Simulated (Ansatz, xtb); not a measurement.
**Relative energy of two structures of CH3FOSn**

Structure a: a singlet given by its coordinates. Structure b: `O[CH2][Sn][F]`, a singlet. Both are isolated molecules in the gas phase, relaxed with PBE0-D3(BJ)/def2-SVP; the shapes shown needn't be the lowest conformers.

a (Å):

| atom | x (Å) | y (Å) | z (Å) |
| --- | --- | --- | --- |
| C | 2.2886 | 1.8992 | 1.0337 |
| F | 4.0064 | 3.0784 | -0.8556 |
| O | 2.4227 | 1.0622 | -0.1431 |
| Sn | 2.0669 | 3.4419 | -0.5179 |
| H | 3.3305 | 1.2089 | -0.4661 |
| H | 3.1849 | 1.8678 | 1.6699 |
| H | 1.4027 | 1.5630 | 1.5879 |

Close contacts (Å): C1–O3 1.45, C1–Sn4 2.20, F2–Sn4 2.00, O3–Sn4 2.44, C1–H6 1.10, C1–H7 1.10, O3–H5 0.97.

b (Å):

```yaml
atoms:
  - { symbol: C, position_ang: [-1.2897, 1.6825, -0.4496] }
  - { symbol: F, position_ang: [1.3505, 0.2781, -0.8988] }
  - { symbol: O, position_ang: [-2.0466, 2.5283, 0.3832] }
  - { symbol: Sn, position_ang: [0.6799, 1.4537, 0.5297] }
  - { symbol: H, position_ang: [-2.9183, 2.6585, -0.0046] }
  - { symbol: H, position_ang: [-1.7356, 0.6740, -0.5825] }
  - { symbol: H, position_ang: [-1.1296, 2.0903, -1.4701] }
```

Energies in hartree; the thermal terms are from PBE0-D3(BJ)/def2-SVP harmonic frequencies (ideal gas, rigid rotor, one conformer each, 298.15 K, 1 atm) and include the zero-point energy:

```
                               a           b
E, CCSD(T)/def2-TZVP  −428.374009  −428.370081
   zero-point energy     0.043337     0.041898
        H(298 K) − E     0.049601     0.048862
        G(298 K) − E     0.013352     0.010183
```

Work out ΔE, ΔE₀, ΔH and ΔG for a → b in kJ/mol (1 Eh = 2625.50 kJ/mol) and the equilibrium ratio [b]/[a].

1. ΔE = −428.370081 − (−428.374009) = +0.003928 Eh = +10.31 kJ/mol.
2. ΔE₀ = ΔE + ΔZPE = +0.003928 + (−0.001439) Eh = +6.53 kJ/mol.
3. ΔH = ΔE + (−0.000739) Eh = +8.37 kJ/mol.
4. ΔG = ΔE + (−0.003169) Eh = +1.99 kJ/mol, so ΔS = (ΔH − ΔG)/T = +21.4 J/(mol K).
5. kT = 0.9442 mEh, so K = [b]/[a] = exp(−ΔG/kT) = exp(−0.80) ≈ 0.45.

The two are too close for this level to say which is favoured. An error of 4 kJ/mol in ΔG would change K by a factor of 5. HF/STO-3G, HF/def2-TZVP gave ΔE the other sign. Mirror images and further conformers aren't counted.

Other levels gave ΔE = +5.5 (GFN2-xTB); −6.3 (HF/STO-3G, GFN2-xTB geometries); +24.5 (r2SCAN-D4/def2-SVP, GFN2-xTB geometries); +18.5 (PBE0-D3(BJ)/def2-SVP); −14.5 (HF/def2-TZVP); +12.0 (MP2/def2-TZVP) kJ/mol. The correlated steps freeze 7 core orbitals; the filled d shell of Sn is correlated, in a basis made for valence electrons. Atoms past krypton carry core potentials in the def2 sets, without spin–orbit terms. Programs: Ansatz 0.2.0, xtb 6.7.1.

The two structures are best read as closed and open conformers of the same hydroxymethyltin(II) fluoride, not as products of different bonding. In a, the oxygen leans back towards tin at 2.44 Å, too long for an ordinary Sn–O covalent bond but consistent with weak donation from an oxygen lone pair into the largely empty 5p orbital of Sn(II). The hydroxyl hydrogen also points towards fluorine, which probably adds some electrostatic stabilisation. Against this stands the strain of a three-membered C–O–Sn contact, so the net electronic preference is small.

Correlation decides its sign: in the same basis, Hartree–Fock gives −14.5 kJ/mol and MP2 +12.0 kJ/mol, which suggests that the compact arrangement gains more correlation energy than the open one. Opening the contact loosens the skeleton, lowering the zero-point energy and raising the entropy, and this offsets most of the electronic preference for a. The energies don't show how fast the two forms interconvert, although rotation about single bonds and loss of a weak contact suggest a modest barrier.
